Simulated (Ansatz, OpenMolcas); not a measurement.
## A ladder of methods for CH2FNOSi (SMILES O=C=N[SiH2]F)

The species is CH2FNOSi (7 atoms), meant as a singlet with charge 0. As SMILES, `O=C=N[SiH2]F`. Geometry: relaxed at PBE0-D4/def2-TZVP. This is one conformer, not always the lowest.

```xyz
7

O    -0.5738   -2.9080   -0.5520
C    -0.3069   -1.8169   -0.2561
N    -0.0190   -0.7062    0.0761
Si    0.2121    0.9683    0.1889
F    -0.4202    1.6710   -1.0910
H    -0.4903    1.4703    1.3848
H     1.6593    1.2536    0.2037
```

Each level gives the vertical ionisation energy (to the doublet cation) (eV). The values are calculated.

```tsv
level	kind	program	value (eV)	less CCSD(T)/cc-pVDZ
SVWN5/cc-pVDZ	LDA	OpenMolcas	10.69	-0.37
revPBE/cc-pVDZ	GGA	OpenMolcas	10.51	-0.55
TPSS/cc-pVDZ	meta-GGA	OpenMolcas	10.63	-0.43
r2SCAN/cc-pVDZ	meta-GGA	Ansatz	10.80	-0.26
PBE0/cc-pVDZ	global hybrid	Ansatz	11.00	-0.06
wB97M-V/cc-pVDZ	range-separated hybrid	Ansatz	11.17	+0.11
BCCD(T)/cc-pVDZ	coupled cluster or CI	Ansatz	11.04	-0.02
CCSD(T)/cc-pVDZ	coupled cluster or CI	Ansatz	11.06	0.00
```

Differences are taken from CCSD(T)/cc-pVDZ for orientation; it has basis-set and higher-order errors of its own. The values span 10.51 to 11.17 eV. Spin contamination of the reference (⟨S²⟩ at least 0.1 too high) touches BCCD(T)/cc-pVDZ, CCSD(T)/cc-pVDZ (up to 0.16 too high).

The semilocal functionals all place the ionisation energy below the coupled-cluster values, whereas the two hybrids bracket them, PBE0 at 11.00 eV and wB97M-V at 11.17 eV. The order doesn't follow the formal ladder: SVWN5 lies above both revPBE and TPSS, and r2SCAN comes closest among the semilocal methods. The electron most likely leaves a π orbital of the isocyanate group, with its weight mainly on nitrogen and oxygen, since the fluorine lone pairs and the Si–H bonds should be harder to ionise. Semilocal exchange probably over-stabilises the hole spread over this π system, an error that exact exchange reduces.

The close agreement of BCCD(T) and CCSD(T) suggests that the choice of reference orbitals matters little here, but both treat triples perturbatively and so don't test that approximation independently. The nearly linear Si–N–C–O chain should also leave two π-hole states close in energy, and the total-energy differences alone don't show which of them each method has reached.
